Should Cs₂CrF₆ go into a screening list as a material with a small band gap? The distance between two neighbouring bands reaches 0.10 eV at one point of the table, which invites a yes. The answer is no: that distance is a splitting inside one group of partly filled bands. The same group explains why the distance closes again at W.

Kohn-Sham bands of Cs₂CrF₆, calculated with Ansatz 0.2.0 using r2SCAN, plane waves (500 eV cutoff) and generated PAW datasets, scalar-relativistic and without spin polarisation. The database cell was not relaxed; the k-mesh is 7×7×7, with Gaussian smearing of width 0.0449 eV. At each k-point the bands v2, v1, c1 and c2 are in order of rising energy.

```
k-point  coordinates (reciprocal vectors of the computed cell, not always the standard one)  band v2 (eV from the Fermi level)  band v1 (eV from the Fermi level)  band c1 (eV from the Fermi level)  band c2 (eV from the Fermi level)  c1 less v1 (eV)
  Gamma                                                                               0 0 0                              -4.53                               0.04                               0.04                               0.04             0.00
      X                                                                           0.5 0 0.5                              -4.54                              -0.06                               0.04                               0.04             0.10
      U                                                                    0.625 0.25 0.625                              -4.54                              -0.03                               0.02                               0.04             0.05
      K                                                                    0.375 0.375 0.75                              -4.54                              -0.03                               0.02                               0.04             0.05
      L                                                                         0.5 0.5 0.5                              -4.56                              -0.01                               0.03                               0.03             0.04
      W                                                                       0.5 0.25 0.75                              -4.56                              -0.01                              -0.01                               0.04             0.00
```

Three bands belong together here: v1, c1 and c2, counted upwards. The next band below, v2, lies at least 4.48 eV under v1 and comes mainly from fluorine. The 74 electrons fill 36 bands and leave two electrons for these three. In an octahedron of fluorine, standard ligand-field theory assigns such a group to the three chromium d orbitals whose lobes point between the fluorine atoms, called t2g. Each lies in one of the planes xy, yz or xz. The projected electron counts of the calculation fit this: up to the Fermi level each of the three holds about 1.2 electrons, and each of the two d orbitals that point at fluorine only about 0.4. Both counts include chromium's share in the fluorine bands.

At Gamma the three bands meet at 0.04 eV. Cubic symmetry turns the three orbitals into one another, and at Gamma the electron wave has the same phase on every chromium atom, so no orbital is singled out. This contact already rules out a gap between v1 and c1. The lowest c1 level, at W, even lies below the v1 level at Gamma.

Away from Gamma the phase changes from atom to atom, and the energy depends on how neighbours are coupled. A row of atoms with one s orbital each shows the principle: with a coupling t, called hopping, the energy is e0 + 2t when both neighbours are in phase and e0 − 2t when both are opposite. The comparison ends there, because the row has one band and nothing to split. In the crystal each chromium has twelve chromium neighbours, and the three orbitals sort them differently. For each orbital, four neighbours lie in its own plane, with hopping t1, and eight lie outside it, with hopping t2.

At Gamma all twelve neighbours are in phase, so every orbital has the energy

E(Gamma) = e0 + 4t1 + 8t2

where e0 is the average energy of the group. At X the phase alternates between successive layers of chromium. The orbital that lies flat in a layer has its four in-plane neighbours in phase and the other eight opposite. The two upright orbitals have their four in-plane neighbours opposite, while the contributions of the other eight cancel. This gives one single level and one pair:

E(X, single) = e0 + 4t1 − 8t2
E(X, pair) = e0 − 4t1

In the table the single level lies at −0.06 eV and the pair at 0.04 eV. Here v1 is the single level and c1 belongs to the pair, so the column "c1 less v1" shows the full splitting. Gamma and X together give t1 ≈ −6 meV and t2 ≈ +6 meV. These are effective values for the unrelaxed cell of the calculation. There a force of about 2.5 eV/Å still pushes each fluorine atom away from its chromium, so the hoppings can be expected to change on relaxation. The rounding of the levels makes them rough as well.

U and K are equivalent points and therefore carry the same numbers. Their symmetry is low enough for all three levels to differ. In the model t1 and t2 alone would still leave two levels together; a third hopping, t3, which leads from one kind of orbital on one atom to another kind on the next, separates them by 4t3. With the t3 found at L this amounts to 0.013 eV, against 0.02 eV in the table. The highest level comes out about 0.006 eV below its table value, the largest miss of the model, and levels printed to a hundredth of an eV cannot give that difference a meaning.

At L the phases make the contributions of t1 and t2 cancel for every orbital. Only the mixing t3 remains. It acts equally between all three orbitals, because L lies on a threefold axis of the cube. One equal mixture of the three moves down by 8t3 and the other two mixtures move up by 4t3, again a single level below a pair. The splitting of 0.04 eV in the table therefore equals 12t3, which makes t3 about 3 meV.

W is the irregular row: "c1 less v1" falls back to zero although the symmetry is lower than at Gamma. The phases now cancel for eight of the twelve neighbours, and the four that still count lie in one plane and are all opposite. For the orbital in that plane they are in-plane neighbours, coupled by t1. For the other two orbitals they are outside neighbours, coupled by t2:

E(W, single) = e0 − 4t1
E(W, pair) = e0 − 4t2

The splitting at W can now be worked out from that at X, with no use of the W row. Subtracting the pair from the single level at each point gives

X: single − pair = 8(t1 − t2) = −0.06 − 0.04 = −0.10 eV
W: single − pair = −4(t1 − t2) = −(−0.10)/2 = +0.05 eV

The model thus demands that the splitting at W be half as large as at X and upside down. The table agrees: the pair lies at −0.01 eV and the single level at 0.04 eV. Bands are numbered by energy, so the pair now takes the names v1 and c1, and the splitting has moved to the distance between c1 and c2. The zero at W is a matter of which two levels are being subtracted.

The same reasoning carries over to a compound with the same face-centred cubic lattice of metal atoms and such a t2g group, as long as hopping between nearest metal atoms dominates and spin-orbit coupling is small beside the splitting. If the single level lies below the pair at X, it should lie above the pair at W, with half the splitting. The small size of the hoppings fits the structure: nearest chromium atoms are 6.4 Å apart, and their octahedra share no fluorine. The likely route runs through fluorine atoms of neighbouring octahedra, which approach each other to 4.0 Å, but the band energies do not test this path. The analysis printed below sets e0, t1 and t2 from Gamma and X and t3 from the splitting at L, then predicts the other levels.

For the screening list, the absence of a gap holds for the state that was calculated, in which both spins were forced to be filled alike. Chromium(IV) in such an octahedron is expected to carry two unpaired electrons, so the real ground state is probably magnetic. At the listed points the whole group spans only 0.10 eV, and magnetism, electron localisation or spin-orbit coupling can rearrange bands on that scale. The compound should therefore be entered neither as a small-gap semiconductor nor as a proven metal. A spin-polarised calculation on a relaxed cell is the next step, but it may not settle the question alone. In a ferromagnetic state that keeps the three orbitals equivalent, two electrons share three touching bands of one spin, which again leaves no gap. The calculation must also allow the electrons to prefer some of the orbitals, and a functional such as r2SCAN may localise d electrons too weakly to open a gap that exists.

Numerical output:

```
hopping t1 to neighbours in the plane of the orbital, meV: -6.25
hopping t2 to the other neighbours, meV: 6.25
mixing hopping t3, meV: 3.333
centre e0 from Gamma and X, eV: 0.015
centre of the three levels at L in the table, eV: 0.01667
levels of the hopping model in eV:
    row    lowest   middle  highest
  Gamma      0.04     0.04     0.04
      X     -0.06     0.04     0.04
      U  -0.03286  0.02083  0.03417
      K  -0.03286  0.02083  0.03417
      L  -0.01167  0.02833  0.02833
      W     -0.01    -0.01     0.04
model less table in eV:
    row     v1 miss     c1 miss    c2 miss
  Gamma           0  -1.388e-17          0
      X  -6.939e-18           0          0
      U   -0.002855   0.0008333  -0.005833
      K   -0.002855   0.0008333  -0.005833
      L   -0.001667   -0.001667  -0.001667
      W  -1.735e-18  -1.735e-18          0
Gamma less lowest X level in the table (t1 alone would give zero), eV: 0.1
Gamma less X pair in the table, eV: 0
Gamma less X pair if t2 alone acted, eV: 0.05
c2 less c1 at W, eV: 0.05
whole spread of v1 to c2 over the rows, eV: 0.1
spread divided by smearing width: 2.227
smallest distance v1 less v2 at one point, eV: 4.48
nearest Cr-Cr distance, angstrom: 6.424
nearest F-F distance between neighbouring octahedra, angstrom: 3.958
```
